**Hand rule for muonic X-ray lines, In to Xe**

The table holds four muonic transition energies for $Z=49$ to 54 from a one-muon radial Dirac calculation with reduced mass, a spherical Gaussian nucleus and the Uehling potential, without nuclear polarisation, hyperfine splitting or screening. The program tests a pocket-calculator rule: point-nucleus Dirac energies plus a short Uehling series for the circular-orbit lines, and a Dirac formula with a nuclear-size quantum defect for the 3p1/2–1s1/2 and 2s1/2–2p1/2 lines. The circular lines are matched to 0.005 % or better with no fitted constant, helped in both lines by a cancellation of small errors. The s defect is the same for 1s, 2s and 3s within about 0.0002, and a line in $R/a$ fitted to 3p–1s reproduces that column to 0.04 % and 2s–2p to 0.15 %, with Te the worst row. First-order perturbation theory overestimates the 1s size shift about fourfold, and a power law in $Z$ is off by 6.9 keV at Te. The uneven steps follow the radii of the chosen isotopes at −409 keV/fm, a slope that the rule overstates by 15 %.

Muonic X-ray line energies for In to Xe from Radial Dirac-Fock and Kohn-Sham solver 3: Dirac equation for one negative muon with reduced mass, spherical nucleus with Gaussian charge distribution, Uehling potential to all orders. Nuclear polarisation, deformation, self-energy and electron screening are left out. Line labels give the upper level, then the lower.

## Script

```python
# Table: muonic X-ray line energies (keV), In to Xe; radial Dirac solver, reduced mass, Gaussian nucleus, Uehling potential.
# Tested: a hand rule. Circular orbits: point Dirac plus Uehling series, no fitted constant.
# Penetrating orbits: Dirac formula with a size defect; against first-order size shift and a power law in Z.
T = {
    'ion': ['In', 'Sn', 'Sb', 'Te', 'I', 'Xe'],
    'Z': [49, 50, 51, 52, 53, 54],
    'mass_number': [115, 120, 121, 130, 127, 132],
    'nuclear_rms_radius': [4.616, 4.652, 4.68, 4.742, 4.75, 4.786],  # fm
    'line_energy_3p12_1s12': [4334.0, 4464.3, 4597.7, 4717.5, 4859.4, 4989.6],  # keV
    'line_energy_2s12_2p12': [251.75, 269.37, 287.3, 307.57, 325.89, 346.29],  # keV
    'line_energy_4f72_3d52': [331.47, 345.25, 359.31, 373.66, 388.28, 403.2],  # keV
    'line_energy_5g92_4f72': [152.84, 159.18, 165.65, 172.25, 178.97, 185.83],  # keV
}
import numpy as np
from scipy.constants import physical_constants as pc, alpha, hbar, c, e
mm, me, u = [1e3*pc[k+' energy equivalent in MeV'][0] for k in ('muon mass', 'electron mass', 'atomic mass constant')]
hc = hbar*c/e*1e12; lam = hc/me
ion = T['ion']; Z, A, R, K, S, F, G = [np.array(T[k], float) for k in ('Z', 'mass_number', 'nuclear_rms_radius',
    'line_energy_3p12_1s12', 'line_energy_2s12_2p12', 'line_energy_4f72_3d52', 'line_energy_5g92_4f72')]
# further outputs of the same runs (keV): binding, vac. pol. of 1s, 2s, 3s, 2p1/2, 3p1/2; vac. pol. 3d5/2, 4f7/2; size shift 1s, 3d5/2
O = np.array([
 [5102.34,35.4859,1488.36,7.59583,692.437,2.59038,1740.11,9.91485,768.382,3.09495,2.46742,0.826976,1911.73,0.02534],
 [5264.68,36.5467,1543.24,7.90546,719.071,2.70795,1812.61,10.4272,800.367,3.26201,2.60864,0.878622,2049.14,0.030679],
 [5430.72,37.647,1599.28,8.22553,746.258,2.82962,1886.58,10.9544,833.002,3.43427,2.75442,0.932139,2189.61,0.036669],
 [5583.63,38.5565,1653.9,8.52337,773.198,2.94625,1961.47,11.4825,866.114,3.6076,2.90535,0.987736,2350.52,0.04534],
 [5759.53,39.7677,1712.68,8.86925,801.634,3.07757,2038.58,12.0421,900.113,3.79117,3.06053,1.04512,2495.17,0.052611],
 [5924.25,40.816,1770.35,9.19677,829.916,3.20497,2116.64,12.6036,934.604,3.97616,3.22094,1.10463,2658.46,0.06277]]).T
mu = mm/(1+mm/(A*u)); za = Z*alpha; g = np.sqrt(1-za**2); a = hc/(mu*za); rho = R/a; Ry = mu*za**2/2
B = lambda nu: mu*(1-1/np.sqrt(1+(za/nu)**2)); inv = lambda b: za/np.sqrt(1/(1-b/mu)**2-1)
C = lambda n: B(np.sqrt(n*n-za**2)); x = lambda n: n*n*a/lam
L = lambda n: -np.log(x(n))-np.euler_gamma-5/6+1/(4*n)+0.75*np.pi*x(n)-1.5*x(n)**2
V = lambda n: 2*alpha/(3*np.pi)*2*Ry/n**2*L(n)
d = [inv(O[2*i]-O[2*i+1])-(n-1+g) for i, n in enumerate((1, 2, 3, 2, 3))]
vr = [O[2*i+1]/(O[2*i]-O[2*i+1]) for i in range(5)]; v = [round(q.mean(), 4) for q in vr]
p2, p3 = d[3]/(0.75*rho**3), d[4]/(8/9*rho**3); cp = round(p2.mean(), 4)
Bp = lambda n, r: B(n-1+g+cp*(1-1/n**2)*r**3)*(1+v[n+1])
Bs = lambda n, r, s, i: B(n-1+g+i+s*(r-1))*(1+v[n-1])
dK = inv((K+Bp(3, rho))/(1+v[0]))-g; c1, c0 = np.polyfit(rho-1, dK, 1); c1, c0 = round(c1, 3), round(c0, 4)
low = lambda r, s, i: (Bs(1, r, s, i)-Bp(3, r), Bp(2, r)-Bs(2, r, s, i)); Km, Sm = low(rho, c1, c0)
fm = lambda q, n=1: ' '.join(f'{y:.{n}f}' for y in q)
print(f'muon mass {mm:.1f} keV, hbar c {hc/1e3:.3f} MeV fm, electron length {lam:.2f} fm, 2alpha/3pi {2*alpha/3/np.pi:.6f}')
print('row: mu keV, Z alpha, a fm, R/a | defects 1s 2s 3s from level outputs | p defect/[(1-1/n^2)(R/a)^3] 2p 3p')
for i in range(6): print(f'{ion[i]} {mu[i]:.1f} {za[i]:.5f} {a[i]:.4f} {rho[i]:.4f} | {fm([q[i] for q in d[:3]],4)} | {p2[i]:.4f} {p3[i]:.4f}')
print('vac. pol. % of binding 1s 2s 3s 2p 3p: used', fm(100*np.array(v), 2), '| In', fm([100*q[0] for q in vr], 2), '| Xe', fm([100*q[5] for q in vr], 2))
print(f'rule: s defect = {c0:.4f} + {c1:.3f}(R/a-1), zero at R/a = {1-c0/c1:.2f}; p constant {cp:.4f}')
st = lambda n: (Ry*(1/n**2-1/(n+1)**2), C(n)-C(n+1), C(n)-C(n+1)+V(n)-V(n+1)); sF, sG = st(3), st(4)
print('model minus table, keV (Bohr, Dirac, Dirac+Uehling): 4f-3d | 5g-4f')
for i in range(6): print(ion[i], fm([q[i]-F[i] for q in sF], 3), '|', fm([q[i]-G[i] for q in sG], 3))
print('largest error % by stage: 4f-3d', fm([100*max(abs(q/F-1)) for q in sF], 3), '| 5g-4f', fm([100*max(abs(q/G-1)) for q in sG], 3))
print('Uehling series/computed: 3d', fm(V(3)/O[10], 3), '| 4f', fm(V(4)/O[11], 3))
print(f'reduced mass lowers 4f-3d by {F[0]*(mm/mu[0]-1):.2f} keV = {100*(mm/mu[0]-1):.3f} % (In); 3d size shift {O[13][0]:.3f} to {O[13][5]:.3f} keV')
pw = [np.polyfit(np.log(Z), np.log(y), 1) for y in (K, S, F, G)]; PK, PS = [np.exp(np.polyval(q, np.log(Z))) for q in pw[:2]]
print('keV: 3p-1s rule, rule-table, Z power-table | 2s-2p rule, rule-table, %, Z power-table')
for i in range(6): print(f'{ion[i]} {Km[i]:.1f} {Km[i]-K[i]:+.1f} {PK[i]-K[i]:+.1f} | {Sm[i]:.2f} {Sm[i]-S[i]:+.2f} {100*(Sm[i]/S[i]-1):+.2f} {PS[i]-S[i]:+.2f}')
for n, m, y in (('3p-1s', Km, K), ('2s-2p', Sm, S)):
    w = np.argmax(abs(m/y-1)); print(f'{n} worst row {ion[w]}: {m[w]-y[w]:+.2f} keV, {100*(m[w]/y[w]-1):+.3f} %')
print('3p-1s 2s-2p 4f-3d 5g-4f: Z exponent', fm([q[0] for q in pw], 2), '| rise In to Xe %', fm([100*(y[5]/y[0]-1) for y in (K, S, F, G)]), f'| Z^2 {100*((Z[5]/Z[0])**2-1):.1f}')
print('steps of 3p-1s keV', fm(np.diff(K)), '| of radius fm', fm(np.diff(R), 3))
k, s0 = np.polyfit(np.diff(R), np.diff(K), 1); dr = [(q-m)/0.01 for q, m in zip(low((R+0.01)/a, c1, c0), (Km, Sm))]
print(f'step = {s0:.1f} keV {k:+.0f} keV/fm x radius step; residuals keV', fm(np.diff(K)-s0-k*np.diff(R)))
print(f'rule slope with radius, mean: 3p-1s {dr[0].mean():.0f} keV/fm ({dr[0].mean()/k:.2f} x step slope), 2s-2p {dr[1].mean():+.0f} keV/fm')
fo = 4/3*rho**2*Ry
print('first-order 1s size shift keV', fm(fo, 0), '| over computed', fm(fo/O[12], 2))
print('computed 1s size shift, % of point Dirac binding', fm(100*O[12]/B(g)))
e1, e0 = np.polyfit(rho[:3]-1, dK[:3], 1); Ke, Se = low(rho, e1, e0)
print(f'fit to In-Sb only ({e0:.4f}, {e1:.3f}): Xe error 3p-1s {Ke[5]-K[5]:+.1f} keV, 2s-2p {Se[5]-S[5]:+.2f} keV')
print(f'rounding: 3p-1s 0.05 keV, other lines 0.005 keV; radius 0.0005 fm = {abs(k)*5e-4:.2f} keV in 3p-1s')
for i in (0, 3):
    print(f'worked {ion[i]}: mu(Z alpha)^2/2 {Ry[i]:.1f} keV; Dirac n=3,4,5', fm([C(n)[i] for n in (3, 4, 5)], 2), 'keV; x', fm([x(n)[i] for n in (3, 4, 5)], 4))
    print('  L', fm([L(n)[i] for n in (3, 4, 5)], 3), '; Uehling', fm([V(n)[i] for n in (3, 4, 5)], 3), f'keV; lines {sF[2][i]:.2f} {sG[2][i]:.2f} keV')
    print(f'  gamma {g[i]:.5f}; defects s {c0+c1*(rho[i]-1):.4f}, 2p {cp*0.75*rho[i]**3:.4f}, 3p {cp*8/9*rho[i]**3:.4f}')
    print('  bindings 1s 2s 2p 3p keV', fm([Bs(1, rho, c1, c0)[i], Bs(2, rho, c1, c0)[i], Bp(2, rho)[i], Bp(3, rho)[i]], 1))
assert max(abs(sF[2]/F-1)) < 5e-4 and max(abs(sG[2]/G-1)) < 1e-3 and 1.9 < pw[2][0] < 2.1
assert max(abs(d[0]-d[1])) < 0.002 and max(abs(Sm/S-1)) < 0.01
assert k < 0 and max(abs(Km-K)) < max(abs(PK-K))
assert min(fo/O[12]) > 2 and pw[0][0] < 2 < pw[1][0]
```

Output:

```
muon mass 105658.4 keV, hbar c 197.327 MeV fm, electron length 386.16 fm, 2alpha/3pi 0.001549
row: mu keV, Z alpha, a fm, R/a | defects 1s 2s 3s from level outputs | p defect/[(1-1/n^2)(R/a)^3] 2p 3p
In 105554.3 0.35757 5.2282 0.8829 | 0.1782 0.1783 0.1783 | 0.0322 0.0317
Sn 105558.6 0.36487 5.1234 0.9080 | 0.1847 0.1848 0.1848 | 0.0323 0.0317
Sb 105559.4 0.37216 5.0229 0.9317 | 0.1910 0.1910 0.1911 | 0.0324 0.0318
Te 105566.3 0.37946 4.9260 0.9627 | 0.1989 0.1988 0.1988 | 0.0323 0.0316
I 105564.1 0.38676 4.8331 0.9828 | 0.2044 0.2043 0.2043 | 0.0325 0.0318
Xe 105567.7 0.39406 4.7435 1.0090 | 0.2113 0.2111 0.2111 | 0.0324 0.0317
vac. pol. % of binding 1s 2s 3s 2p 3p: used 0.70 0.52 0.38 0.59 0.42 | In 0.70 0.51 0.38 0.57 0.40 | Xe 0.69 0.52 0.39 0.60 0.43
rule: s defect = 0.2090 + 0.263(R/a-1), zero at R/a = 0.21; p constant 0.0323
model minus table, keV (Bohr, Dirac, Dirac+Uehling): 4f-3d | 5g-4f
In -3.447 -1.611 -0.002 | -1.012 -0.512 0.008
Sn -3.688 -1.696 -0.001 | -1.085 -0.543 0.007
Sb -3.946 -1.790 -0.006 | -1.167 -0.580 -0.000
Te -4.199 -1.868 0.007 | -1.243 -0.608 0.003
I -4.481 -1.964 0.005 | -1.326 -0.641 0.003
Xe -4.768 -2.054 0.012 | -1.413 -0.674 0.002
largest error % by stage: 4f-3d 1.182 0.509 0.003 | 5g-4f 0.760 0.363 0.005
Uehling series/computed: 3d 0.981 0.981 0.980 0.979 0.979 0.978 | 4f 0.982 0.982 0.982 0.982 0.982 0.982
reduced mass lowers 4f-3d by 0.33 keV = 0.099 % (In); 3d size shift 0.025 to 0.063 keV
keV: 3p-1s rule, rule-table, Z power-table | 2s-2p rule, rule-table, %, Z power-table
In 4333.7 -0.3 +1.0 | 251.69 -0.06 -0.02 +0.29
Sn 4463.8 -0.5 -0.7 | 269.46 +0.09 +0.03 -0.03
Sb 4597.6 -0.1 -4.3 | 287.47 +0.17 +0.06 +0.14
Te 4715.6 -1.9 +6.9 | 308.04 +0.47 +0.15 -1.19
I 4859.4 -0.0 -2.9 | 326.28 +0.39 +0.12 +0.27
Xe 4989.8 +0.2 +0.1 | 346.75 +0.46 +0.13 +0.53
3p-1s worst row Te: -1.93 keV, -0.041 %
2s-2p worst row Te: +0.47 keV, +0.152 %
3p-1s 2s-2p 4f-3d 5g-4f: Z exponent 1.45 3.29 2.02 2.01 | rise In to Xe % 15.1 37.6 21.6 21.6 | Z^2 21.4
steps of 3p-1s keV 130.3 133.4 119.8 141.9 130.2 | of radius fm 0.036 0.028 0.062 0.008 0.036
step = 145.0 keV -409 keV/fm x radius step; residuals keV -0.0 -0.2 0.1 0.2 -0.1
rule slope with radius, mean: 3p-1s -471 keV/fm (1.15 x step slope), 2s-2p +54 keV/fm
first-order 1s size shift keV 7014 7724 8462 9391 10168 11125 | over computed 3.67 3.77 3.86 4.00 4.08 4.18
computed 1s size shift, % of point Dirac binding 27.4 28.2 28.9 29.8 30.4 31.1
fit to In-Sb only (0.2090, 0.263): Xe error 3p-1s +0.2 keV, 2s-2p +0.46 keV
rounding: 3p-1s 0.05 keV, other lines 0.005 keV; radius 0.0005 fm = 0.20 keV in 3p-1s
worked In: mu(Z alpha)^2/2 6747.9 keV; Dirac n=3,4,5 752.45 422.59 270.26 keV; x 0.1218 0.2166 0.3385
  L 1.043 0.622 0.348 ; Uehling 2.421 0.812 0.291 keV; lines 331.47 152.85 keV
  gamma 0.93389; defects s 0.1782, 2p 0.0167, 3p 0.0198
  bindings 1s 2s 2p 3p keV 5102.0 1488.6 1740.3 768.3
worked Te: mu(Z alpha)^2/2 7600.3 keV; Dirac n=3,4,5 847.89 476.09 304.45 keV; x 0.1148 0.2041 0.3189
  L 1.088 0.660 0.381 ; Uehling 2.846 0.970 0.359 keV; lines 373.67 172.25 keV
  gamma 0.92521; defects s 0.1992, 2p 0.0216, 3p 0.0256
  bindings 1s 2s 2p 3p keV 5581.4 1653.4 1961.4 865.8
```
